Zero-temperature power law for an ohmic environment

A tunnel junction fed through a resistor has no gap in its current-voltage characteristic, yet at zero temperature its differential conductance vanishes at zero bias as a power of the voltage. The exponent is 2R/R_K, where R is the resistance of the circuit and R_K = h/e² = 25813 Ω. This section derives the power law with its prefactor from the P(E) description of tunnelling (Devoret and co-workers, Girvin and co-workers, 1990) and bounds the terms it omits.

1. Model and conventions

A junction of capacitance C between two normal metals is connected to an ideal voltage source V through an impedance Z(ω). The elementary charge e is positive, E_c = e²/2C, and impedances refer to a time dependence exp(iωt). The premises are these.

(a) The circuit is linear and is described by harmonic oscillators. It is in its ground state before each tunnelling event.
(b) Tunnelling is instantaneous and is treated to lowest order in the tunnelling Hamiltonian H_T.
(c) The matrix element T and the densities of states per spin N₁, N₂ are constant within e|V| of the Fermi levels.
(d) The temperature is zero.
(e) Z(ω) = R at all frequencies.

Let U be the voltage across the junction, Q = CU the charge on the electrode at the higher potential, and φ(t) = (e/ħ)∫U dt the phase. Charge and phase are conjugate, [φ, Q] = ie. The commutator is a number, so exp(iφ) Q exp(−iφ) = Q + i[φ, Q] = Q − e, and exp(−iφ) lowers Q by e. An electron that crosses to the positive electrode does just that, hence

H_T = Σ T c†_q c_k exp(−iφ) + h.c.   (1)

with k in the negative and q in the positive electrode. Write φ = eVt/ħ + φ̃. The first term supplies the energy eV in the energy balance; φ̃ is the fluctuation, linear in the oscillator operators.

2. The golden-rule rate and P(E)

With |0⟩ the ground state of the circuit and |n⟩ its eigenstates of excitation energy E_n, the forward rate is

Γ→ = (2π/ħ) Σ |T|² f(ε_k)[1 − f(ε_q)] Σ_n |⟨n|exp(−iφ̃)|0⟩|² δ(ε_k + eV − ε_q − E_n),

each ε being counted from its own Fermi level. The circuit enters only through

P(E) = Σ_n |⟨n|exp(−iφ̃)|0⟩|² δ(E − E_n),   (2)

the probability density that the event leaves the energy E in the circuit. It is non-negative, vanishes for E < 0 and integrates to 1 because exp(−iφ̃) is unitary. With the sums turned into integrals and two spin directions, the prefactor becomes 4π|T|²N₁N₂/ħ ≡ 1/(e²R_T). At zero temperature ε_k < 0 < ε_q, and the pairs with ε_q − ε_k = y > 0 have measure y dy. For V > 0

Γ→ = (1/e²R_T) ∫₀^{eV} (eV − E) P(E) dE.

The backward rate is Γ→(−V), which is zero since neither electrons nor circuit can supply energy. Thus

I = (1/eR_T) ∫₀^{eV} (eV − E) P(E) dE,   R_T dI/dV = ∫₀^{eV} P(E) dE,   (3)

and I(−V) = −I(V). For P = δ(E) this is I = V/R_T, which identifies R_T as the resistance without environment.

In the Heisenberg picture of the circuit, inserting the states |n⟩ between the two exponentials gives

⟨exp[iφ̃(t)] exp[−iφ̃(0)]⟩ = ∫ P(E) exp(−iEt/ħ) dE.   (4)

For operators A, B linear in creation and annihilation operators, exp(A)exp(B) = exp(A + B)exp([A, B]/2), and ⟨exp X⟩ = exp(⟨X²⟩/2) in the ground state. Together they give exp(⟨A² + B² + 2AB⟩/2). With A = iφ̃(t), B = −iφ̃(0) and ⟨φ̃(t)²⟩ = ⟨φ̃(0)²⟩ the left side of (4) is exp J(t), where

J(t) = ⟨φ̃(t)φ̃(0)⟩ − ⟨φ̃²⟩.   (5)

3. The phase correlator from the impedance

Inject a small current δI(t) onto the junction capacitor. The perturbation is H′ = −(ħ/e)φ̃ δI, because (i/ħ)[H′, Q] = δI. The ideal source is a short circuit at finite frequency, so the current sees C in parallel with Z,

Z_t(ω) = 1/[iωC + 1/Z(ω)].

For δI = I₀ cos ωt the absorbed power is ½I₀² Re Z_t(ω), and for a linear system this classical value is also the quantum one. The golden rule gives the same power as ħω(2π/ħ)(ħI₀/2e)² S(ħω), with S(E) = Σ_n |⟨n|φ̃|0⟩|² δ(E − E_n). Equating the two, S(ħω) = e² Re Z_t/(πħ²ω). Since ⟨φ̃(t)φ̃(0)⟩ = ∫S(E)exp(−iEt/ħ)dE and e²/πħ = 2/R_K,

J(t) = 2 ∫₀^∞ (dω/ω) [Re Z_t(ω)/R_K] [exp(−iωt) − 1].   (6)

For Z = R, define g = R_K/R, α = 2/g and ω_R = 1/RC. Then

2 Re Z_t/R_K = α/[1 + (ω/ω_R)²],   ħω_R = ħg/(R_K C) = ge²/(2πC) = gE_c/π.   (7)

Two facts follow at once. First, ⟨φ̃²⟩ diverges logarithmically at low frequency, so the elastic weight |⟨0|exp(−iφ̃)|0⟩|² = exp(−⟨φ̃²⟩) is zero and P(E) has no δ-function at E = 0; the difference (5) is finite. Second, differentiating (4) at t = 0 gives the mean loss ∫E P dE = iħJ′(0) = αħω_R π/2 = E_c, so that at large bias (3) tends to I = (V − e/2C)/R_T.

4. Exact form in imaginary time

Because P vanishes for E < 0, both (4) and (6) continue to t = −iτ with τ > 0, where they are real. With ε = E/ħω_R, p(ε) = ħω_R P(E), s = ω_R τ and x = ω/ω_R,

∫₀^∞ p(ε) exp(−sε) dε = exp[−αK(s)],   K(s) = ∫₀^∞ [1 − exp(−sx)] dx/[x(1 + x²)].   (8)

Use 1/[x(1 + x²)] = 1/x − x/(1 + x²) and an upper limit X that goes to infinity at the end. Euler's constant is γ = ∫₀¹(1 − e^(−u))du/u − ∫₁^∞ e^(−u)du/u = 0.5772, from which

∫₀^X [1 − exp(−sx)] dx/x = ln(sX) + γ + ∫_{sX}^∞ e^(−u)du/u.

The last integral vanishes in the limit. The term −∫₀^X x dx/(1 + x²) = −½ln(1 + X²) cancels ln X. What remains is exact for all s > 0:

K(s) = ln s + γ + η(s),   η(s) = ∫₀^∞ k(x) exp(−sx) dx,   k(x) = x/(1 + x²).   (9)

Since 0 ≤ k(x) ≤ x, one has 0 < η(s) < 1/s². At long times J is therefore logarithmic; in real time, s = iω_R t and J ≈ −α[ln(ω_R|t|) + γ + i(π/2) sgn t]. Equation (8) becomes

∫₀^∞ p(ε) exp(−sε) dε = exp(−αγ) s^(−α) exp[−αη(s)].   (10)

5. Inversion: the power law for P(E)

The factor s^(−α) is the Laplace transform of p₀(ε) = ε^(α−1)/Γ(α), by the definition of the gamma function. Expand the last exponential in (10). A product of Laplace transforms is the transform of the convolution, denoted ∗, so

p(ε) = exp(−αγ) Σ_{n≥0} [(−α)ⁿ/n!] (p₀ ∗ k ∗ … ∗ k)(ε),   n factors k.   (11)

The transforms of the absolute values of the terms sum to s^(−α)exp(+αη), which is finite. The series may therefore be transformed term by term, and the uniqueness of the Laplace transform makes (11) exact. To bound the terms replace k by x, whose transform is 1/s². The n-th convolution is then at most the inverse transform of s^(−α−2n), which is ε^(α+2n−1)/Γ(α + 2n). The ratio Γ(α + 2n)/Γ(α) = α(α + 1)…(α + 2n − 1) is a product of n pairs of factors, each pair at least α(α + 1). Relative to the n = 0 term, the n-th term is thus at most [ε²/(1 + α)]ⁿ/n!, and

|p/(exp(−αγ)p₀) − 1| ≤ exp[ε²/(1 + α)] − 1.   (12)

Because k = x − x³ + …, the n = 1 term reaches its bound at small ε, and the leading relative correction is −ε²/(1 + α). Restoring units with (7), for E > 0,

P(E) = [exp(−2γ/g)/Γ(2/g)] (1/E) (πE/gE_c)^(2/g) × [1 − ε²/(1 + 2/g) + O(ε⁴)].   (13)

The origin of the exponent is seen by differentiating (8) with respect to s. The left side gives the transform of −εp, and K′(s) is the transform of 1/(1 + x²), so that

ε p(ε) = α ∫₀^ε p(ε′) dε′/[1 + (ε − ε′)²].   (14)

For ε ≪ 1 the denominator is 1. The cumulative probability W(ε) = ∫₀^ε p dε′ then obeys ε dW/dε = αW, and W ∝ ε^α. This homogeneous equation cannot fix the prefactor, which depends on the normalisation over all energies; (9) supplies it. For g > 2 the density diverges at E → 0 but stays integrable; for g < 2 it vanishes there.

6. The current

By (3), with v = e|V|/ħω_R = πe|V|/gE_c, the quantity eR_T|I|/ħω_R is the convolution of p with x, and its transform is (10) divided by s². Each term of the inversion has its power of s lowered by 2: s^(−α−2) gives v^(α+1)/Γ(2 + α), and −αs^(−α−4) gives −αv^(α+3)/Γ(4 + α). Since ħω_R v/e = |V|,

I = [exp(−2γ/g)/Γ(2 + 2/g)] (V/R_T) (πe|V|/gE_c)^(2/g) × [1 − δ + O(v⁴)],   δ = αv²/[(2 + α)(3 + α)].   (15)

The argument that led to (12), with pairs of factors at least (α + 2)(α + 3), bounds the full relative deviation by exp(δ) − 1. Differentiating the leading term and using Γ(2 + α) = (1 + α)Γ(1 + α),

R_T dI/dV = [exp(−αγ)/Γ(1 + α)] v^α,   d ln(dI/dV)/d ln|V| = α.   (16)

For α ≪ 1 the constant γ drops out. From ln Γ(1 + α) = −γα + O(α²) and ln Γ(2 + α) = (1 − γ)α + O(α²), and as long as α ln(1/v) ≪ 1,

R_T dI/dV ≈ 1 − α ln(1/v),   R_T I/V ≈ 1 − α[ln(1/v) + 1].   (17)

The same order can be had at any v. Setting exp J ≈ 1 + J in (4) gives single-photon emission, P(E) = 2 Re Z_t(E/ħ)/(R_K E), and normalisation turns (3) into

R_T dI/dV = 1 − α∫_v^∞ dx/[x(1 + x²)] = 1 − (α/2) ln(1 + 1/v²),   (18)

which reduces to (17) at small v.

7. Range of validity

Energy window. By (12), the power law for P holds when E ≪ ħω_R √(1 + 2/g). For g ≫ 1 this is E ≪ gE_c/π, far above E_c. For g ≪ 1 it is E ≪ E_c√(2g)/π, wider than gE_c/π but below E_c, near which most of the weight then lies. The condition E ≪ gE_c/π is sufficient for every g. For the current at g ≫ 1, δ carries a factor α, but so does the suppression itself, and v ≪ 1 is still needed: the power law (16) passes through 1/R_T near v = 1, whereas (18) approaches it from below.

Temperature. At temperature T two changes arise. The phase-space factor becomes ∫f(ε)[1 − f(ε + y)]dε = yθ(y) + |y| n(|y|), with n(y) = 1/[exp(y/k_BT) − 1]. The added term is even, of width k_BT and area (π²/3)(k_BT)², and for eV ≫ k_BT it adds (π²/3)(k_BT)²P(eV) to the first integral in (3). Thermal photons replace exp(−iωt) in the correlator by (n + 1)exp(−iωt) + n exp(iωt), which for k_BT ≪ ħω_R adds 2α∫(dω/ω) n(ħω)(cos ωt − 1) ≈ −α(πk_BT t/ħ)²/6 to J at times of order ħ/eV. The factor −t²/ħ² corresponds to d²/dE², so P gains (απ²/6)(k_BT)²P″, and the convolution with yθ(y) integrates this twice to (απ²/6)(k_BT)²P(eV). The backward rate is smaller than the forward one by exp(−eV/k_BT). The zero-temperature integral equals (eV)²P(eV)/[α(1 + α)], so the leading relative change of the current is

δ_T = +α(1 + α)(2 + α)(πk_BT/eV)²/6.   (19)

For eV ≲ k_BT this expansion fails; the thermal time ħ/k_BT cuts off the logarithm in J, and the linear conductance is finite and scales as T^α.

Non-ohmic impedance. Let Re Z_t(ω) = R r(ω) with r continuous, r(0) = 1 and decaying at high frequency. Adding and subtracting a sharp cut-off at an arbitrary ω₁ in (6) gives at long times J(−iτ) ≈ −α[ln(ω₀τ) + γ], with

ln(ω₀/ω₁) = ∫₀^∞ (dω/ω)[r(ω) − θ(ω₁ − ω)].   (20)

For the Lorentzian and ω₁ = ω_R the two parts −½ln 2 and +½ln 2 cancel, so ω₀ = ω_R. In general (13), (15) and (16) keep their leading form with gE_c/π replaced by ħω₀, at energies for which r(E/ħ) ≈ 1. The exponent depends only on the low-frequency resistance, the prefactor on the whole spectrum. A finite traversal time of the barrier, neglected in (b), likewise acts as a high-frequency cut-off. For weak coupling the local slope d ln(dI/dV)/d ln V is 2 Re Z_t(eV/ħ)/R_K, by (3) and the single-photon form of P.

Order in tunnelling. An event probes the phase over a time ħ/eV, while events follow one another at intervals e/I ≈ eR_T/V. The mean number of other events within that time is R_K/2πR_T, and it is small for R_T ≫ R_K. For R ≪ R_K an estimate of their effect is sharper. Each event sends a charge e through R and shifts the phase by e²R/ħ = πα. The mean shift, (R_K/2πR_T)πα = R/R_T, is the ordinary voltage drop IR relative to V. The variance, (R_K/2πR_T)(πα)² = παR/R_T, is smaller than α by a factor of order R/R_T, as is the change of α when R_T shunts R. Higher orders within one channel of transmission τ_j are separate: to first order in R/R_K they are known to multiply the suppression by Στ_j(1 − τ_j)/Στ_j, which is close to 1 for an opaque barrier with many channels.

8. Illustration: 50 Ω leads

Take R = 50 Ω and, as typical inputs for a small metallic junction, C = 1 fF and R_T = 100 kΩ. Then g = 516.3 and α = 2/g = 0.003874, about 0.004. The charging energy is E_c = 80.1 μeV, RC = 50 fs, and ħω_R = gE_c/π = 13.16 meV. The prefactor in (15) is exp(−αγ)/Γ(2 + α) = 0.9961. Equations (15) and (16) give

V = 10 μV:   v = 7.60×10⁻⁴,  ln(1/v) = 7.18,  R_T I/V = 0.969,  R_T dI/dV = 0.973
V = 100 μV:  v = 7.60×10⁻³,  ln(1/v) = 4.88,  R_T I/V = 0.977,  R_T dI/dV = 0.981
V = 1 mV:    v = 7.60×10⁻²,  ln(1/v) = 2.58,  R_T I/V = 0.986,  R_T dI/dV = 0.990

At 100 μV the current is 0.977 nA in place of 1 nA. Both conductances change by the factor 10^α = 1.0090 per decade of voltage, and halving them would take log₁₀2/α = 78 decades. Nothing happens at e/2C: the charge left by an event relaxes within RC, much faster than ħ/E_c. By (3) the last column is also the probability of losing less than eV, so about 97% of the weight of P lies below 10 μeV although its mean is E_c. The mean comes from the long tail, in which E P(E) is nearly constant, 0.00380 at 100 μeV from (13), up to energies of order ħω_R.

The neglected terms are to be set against a suppression of I that runs from 3.1% at 10 μV to 1.4% at 1 mV. At 1 mV the correction δ is 4×10⁻⁶, and the correction to P at 1 meV is 0.6% of P. At 20 mK, k_BT = 1.72 μeV and (19) gives δ_T = 4×10⁻⁴ at 10 μV. With R_K/2πR_T = 0.041 and πα = 0.012, the voltage drop in the leads is R/R_T = 5×10⁻⁴ of V and the added phase variance is 6×10⁻⁶. These terms can move the third decimal of the table by one unit at most.

The cut-off is the one weak point. The frequency ω_R/2π is 3.18 THz, a vacuum wavelength of 94 μm, and leads that present 50 Ω at microwave frequencies need not do so up there. By (20), a cut-off ω₀ ten times lower than ω_R, if still well above eV/ħ, raises I and dI/dV by 0.90%, which rivals the suppression itself. The absolute values in the table belong to the strictly ohmic model. The slope is the robust prediction: it requires only that Re Z_t stay near 50 Ω up to the frequency eV/h, which is 2.4 GHz at 10 μV and 242 GHz at 1 mV.